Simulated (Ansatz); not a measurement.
# Ta: the change of pressure with volume scale

All results are calculated (Ansatz 0.2.0). Periodic Kohn-Sham DFT of a crystal at fixed atoms, scaled to volume_scale times the given cell; pressure positive in compression, energy less spherical unpolarised free atoms, largest_vzz the field gradient of largest size among the nuclei.

The cell before it is scaled or strained (space group Im-3m, No. 229):
```
CELL_PARAMETERS angstrom
-1.65130 1.65130 1.65130
1.65130 -1.65130 1.65130
1.65130 1.65130 -1.65130
ATOMIC_POSITIONS crystal
Ta 0.00000 0.00000 0.00000
```

Settings of every row: method all-electron PAW; functional PBEsol; relativity scalar; k mesh 17x17x17; filling fermi-dirac; smearing width 0.08 eV; nucleus gaussian.

Atom start moment: 0 on all atoms.

Limits: no spin-orbit coupling on heavy atoms.

```csv
row,volume scale,V (Å³/atom),pressure (GPa)
1,0.94,16.93,9.58
2,0.9405,16.939,9.451
3,0.96,17.291,4.648
4,0.98,17.651,0.18
5,0.99,17.831,-1.894
6,1,18.01,-3.866
7,1.01,18.191,?
8,1.02,18.371,-7.526
9,1.04,18.731,-10.84
```

Question: what pressure should row 7 give?

Worked fit of pressure. Take u = (V_r/V)^(2/3) − 1 with V_r = 17.741 Å³ an atom, which is twice the finite (Eulerian) strain; such expansions in the strain, on which the Birch-Murnaghan equation of state is built, carry the rest volume and the bulk modulus. The shown rows have u = 0.03169, 0.03132, 0.01728, 0.0034, -0.00337, -0.00998, -0.02299, -0.03555. Least squares give pressure = −0.8717 + 306.544 × u + 735.77 × u² GPa; a straight line predicts inner rows, each left out in turn, worse (root mean square 0.36 against 0.0055 GPa). The rows lie off it by -0.002, 0.000, 0.003, 0.001, 0.002, -0.008, 0.004, -0.001 (root mean square 0.0035 GPa). The pressure vanishes at u = 0.0028, or V = 17.67 Å³ an atom, and there the bulk modulus at fixed shape and fractions is B = −V dP/dV = (2/3)(1 + u) dP/du = 208 GPa. The withheld row has u = -0.01656, so the fit gives −0.8717 + 306.544 × (-0.01656) + 735.77 × (-0.01656)² = -5.746 GPa.

The calculation gave -5.741 GPa. The fit lies 0.005 GPa (0.024 % of the column's range) below it; its largest miss of a shown row is 0.008 GPa.
